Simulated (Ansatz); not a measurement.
Swapping CH3 for F on In: the atomisation energy

Gas-phase molecules. On one In centre, n of the CH3 ligands are replaced by F. The atomisation energy (no zero-point term) y in kJ/mol at CCSD(T)/def2-TZVPP. Shapes: PBE0-D4/def2-TZVP. Programs: Ansatz 0.2.0.

| molecule | n | y (kJ/mol) |
| --- | --- | --- |
| In(CH3)3 | 0 | 4421 |
| In(CH3)2F | 1 | ? |
| In(CH3)F2 | 2 | 2304 |
| InF3 | 3 | 1180 |

Problem. Fit y = c + s·n to the known rows and predict In(CH3)2F.

Solution. 
1. Means of the 3 rows: n = 1.66667, y = 2635.0.
2. Σ(Δn)² = 4.6667, Σ(Δn·Δy) = -5027, so the slope is -5027/4.6667 = -1077.2.
3. Intercept: 2635.0 − (-1077.2) × 1.66667 = 4430.3. The largest residual of the fit is 28.
4. In(CH3)2F: 4430.3 + (-1077.2) × 1 = 3353 kJ/mol.

The run gave 3382 kJ/mol, so the prediction is off by -29 kJ/mol, about the largest residual. The steps per swap are -1039, -1078, -1124 kJ/mol. The slope is the difference between a In–F and a In–CH3 bond with the ligands’ own bonds. Other levels give for In(CH3)2F: B3LYP-D4/def2-TZVPP 3430; BHLYP-D4/def2-TZVPP 3345; CCSD/def2-TZVPP 3336 kJ/mol. Coupled cluster in double- or triple-zeta sets underbinds by a few per cent against its basis-set limit. For atoms past krypton def2 sets carry core potentials with scalar relativity. Outer-core shells of In are correlated, in sets that cover them unevenly.

The atomisation energy falls with each swap because a methyl group takes its three C–H bonds with it, while fluoride brings no internal bonds. The fall therefore doesn't mean weaker bonding to indium: the In–F bond is stronger than the In–C bond it replaces, thanks to its large ionic contribution, but this recovers only part of the loss.

The steps grow steadily from -1039 to -1124 kJ/mol, so the straight line misses a systematic curvature, and its underestimate for In(CH3)2F is more than scatter. Both mixed molecules are more strongly bound than interpolation between In(CH3)3 and InF3 would give, which favours ligand exchange towards them on electronic energy. The probable reason is that the first fluoride draws on an indium centre made electron-rich by methyl donors, while later ones compete for the same density. Rehybridisation, with more indium s character directed towards carbon, may also help. This preference needn't carry over to the condensed phases, where fluoride bridges between indium centres add bonding absent from the isolated molecules.
